# Margin comments: the classical multiphonon barrier and its field dependence

**1. The model.** One configuration coordinate $Q$ of mass $M$ and two diabatic parabolas suffice. State 1 is the neutral hydrogen bridge (Si–H–Si at an oxygen vacancy) plus a hole in silicon; state 2 is the positive defect. With $s=(Q-Q_1)/(Q_2-Q_1)$, $R=\omega_1/\omega_2$ and $E_R=\tfrac12M\omega_1^2(Q_2-Q_1)^2$,

$$V_1=E_Rs^2,\qquad V_2=\Delta E+\frac{E_R}{R^2}(s-1)^2 .$$

$\Delta E$ is the difference of the minima. $E_R$ is released on surface 1; surface 2 releases $E_R/R^2$. Formulas written with the other relaxation energy look different unless $R=1$.

**2. The crossing.** With $d=\Delta E/E_R$, the condition $V_1=V_2$ reads $(R^2-1)s^2+2s-1-R^2d=0$, so

$$s_\pm=\frac{\pm R\rho-1}{R^2-1},\qquad \rho=\sqrt{1+(R^2-1)d}.$$

The capture barrier is $V_1$ at $s_+$:

$$\varepsilon_{12}=E_R\frac{(R\rho-1)^2}{(R^2-1)^2}=E_R\left(\frac{1+R^2d}{1+R\rho}\right)^2 .$$

The second form follows from $R^2\rho^2-1=(R^2-1)(1+R^2d)$. It has no $0/0$ at $R=1$, where $\rho=1$ and $\varepsilon_{12}=(E_R+\Delta E)^2/4E_R$, the Marcus form. It also shows that the barrier vanishes at $\Delta E=-E_R/R^2$, where the inverted region begins. Since $|s_-|\ge|s_+|$, the other crossing is never the lower one; at $\Delta E=0$ it lies at $E_R/(R-1)^2$. For $\rho^2<0$ the curves do not cross.

**3. Why the crossing decides.** For weak electronic coupling and classical nuclei the golden-rule rate is proportional to the thermal average of $\delta(V_1-V_2)$ on surface 1. At $s_+$ the gap has slope $V_1'-V_2'=2E_R\rho/R$, and the normalised weight is $\sqrt{E_R/\pi k_BT}\,e^{-V_1/k_BT}$, so the contribution of $s_+$ is

$$f=\frac{R}{\rho\sqrt{4\pi E_Rk_BT}}\,e^{-\varepsilon_{12}/k_BT}.$$

**4. The exact slope.** Differentiating the crossing condition gives $ds_+/d\Delta E=1/(V_1'-V_2')$, hence

$$\alpha\equiv\frac{d\varepsilon_{12}}{d\Delta E}=\frac{V_1'}{V_1'-V_2'}=\frac{R\,s_+}{\rho}.$$

At $\Delta E=0$, $s_+=1/(1+R)$. Expanding $\rho$,

$$\varepsilon_{12}=\frac{E_R}{(1+R)^2}+\frac{R\,\Delta E}{1+R}+\frac{R\,\Delta E^2}{4E_R}-\frac{R(R^2-1)\Delta E^3}{8E_R^2}+\dots$$

The series converges for $|\Delta E|<E_R/|R^2-1|$ and ends at second order for $R=1$. The expansion point is $\Delta E=0$, not zero field.

**5. The sign of the field term.** Capturing a hole moves an electron from the defect to the silicon valence-band edge at the interface, so $\Delta E=E_V-E_T$, with $E_T$ the thermodynamic $(0/+)$ level. A negative gate bias with uniform oxide field of magnitude $F$ raises $E_T$ at depth $x$ by $qxF$ relative to $E_V$:

$$\Delta E=\Delta E_0-qxF .$$

The general statement follows at first order: the capture barrier falls by $R\,qxF/(1+R)$. Because $\varepsilon_{21}=\varepsilon_{12}-\Delta E$ exactly, the emission barrier rises by $qxF/(1+R)$ at that order, and fall plus rise equal $qxF$ at any order.

**6. Numbers.** At $x=1$ nm, 1 MV/cm shifts the level by 0.1 eV. Take $E_R=2.0$ eV, $R=1.2$, $\Delta E_0=1.0$ eV. These are illustrative inputs; in amorphous SiO$_2$ all three vary from site to site. The three decimals describe the model, not a real defect. Energies are in eV.

| $F$ (MV/cm) | $\Delta E$ | $s_+$ | $\varepsilon_{12}$ exact | first order | second order | $\alpha$ | $\varepsilon_{21}$ |
|---|---|---|---|---|---|---|---|
| 0 | 1.00 | 0.740 | 1.094 | 0.959 | 1.109 | 0.804 | 0.094 |
| 5 | 0.50 | 0.601 | 0.722 | 0.686 | 0.723 | 0.684 | 0.222 |
| 7.5 | 0.25 | 0.529 | 0.559 | 0.550 | 0.559 | 0.617 | 0.309 |
| 10 | 0.00 | 0.455 | 0.413 | 0.413 | 0.413 | 0.545 | 0.413 |

The second crossing lies at 50 eV at 10 MV/cm, the series converges within 4.5 eV, and the barrier would vanish at $\Delta E=-1.39$ eV, or 24 MV/cm.

**7. Comparison with the linear rule.** From 5 to 10 MV/cm the exact barrier falls by 0.308 eV and the linear one by 0.273 eV; emission takes the remaining 0.192 eV of the 0.5 eV shift. At 400 K ($k_BT=34.5$ meV) the Boltzmann factor grows by $7.7\times10^3$ against $2.7\times10^3$, a factor 2.8 apart, while $1/\rho$ changes only by a factor 1.05. From zero field to 10 MV/cm the lowerings are 0.681 and 0.545 eV. The linear rule is safe when the quadratic term is below $k_BT$, that is $|\Delta E|<\sqrt{4E_Rk_BT/R}=0.48$ eV, less than the shift across this field range. A plot of $\ln f$ against $F$ therefore bends, and its local slope yields $\alpha x$, which equals $Rx/(1+R)$ only at $\Delta E=0$.

**8. What the model omits.**

*Confinement of the holes.* The lowest subband lies below $E_V$, which reduces $\Delta E$ further. With typical permittivities 3.9 and 11.7 the silicon surface field is $F_s=F/3$. A hard-wall triangular well gives $2.338\,(\hbar^2q^2F_s^2/2m)^{1/3}$, about 0.4 and 0.6 eV at 5 and 10 MV/cm for an approximate mass $m=0.3\,m_0$. These are upper bounds within a single parabolic band, since the field decays into the silicon, but a change of order 0.2 eV rivals the 0.5 eV from $qxF$.

*Motion of the charge.* If the defect charge centroid moves by an assumed 0.05 nm during relaxation, the field term changes by 0.05 eV at 10 MV/cm.

*Nuclear tunnelling.* For $R=1$ and $\Delta E=0$ the quantum line strength per level spacing is $e^{-S\coth y}I_0(S/\sinh y)/\hbar\omega$, with $S=E_R/\hbar\omega$, $y=\hbar\omega/2k_BT$ and $I_0$ the modified Bessel function. For an assumed effective mode of 50 meV, $S=40$. The large-argument form of $I_0$ gives the exponent $S\tanh(y/2)=13.9$ in place of $E_R/4k_BT=14.5$ at 400 K, and the full expression exceeds the classical $f$ by a factor 1.9, comparable to the cost of linearising.

*Prefactors.* The hole density and the electronic tunnelling factor also depend on $F$; they multiply $f$ and must be divided out before a barrier slope is read from capture times.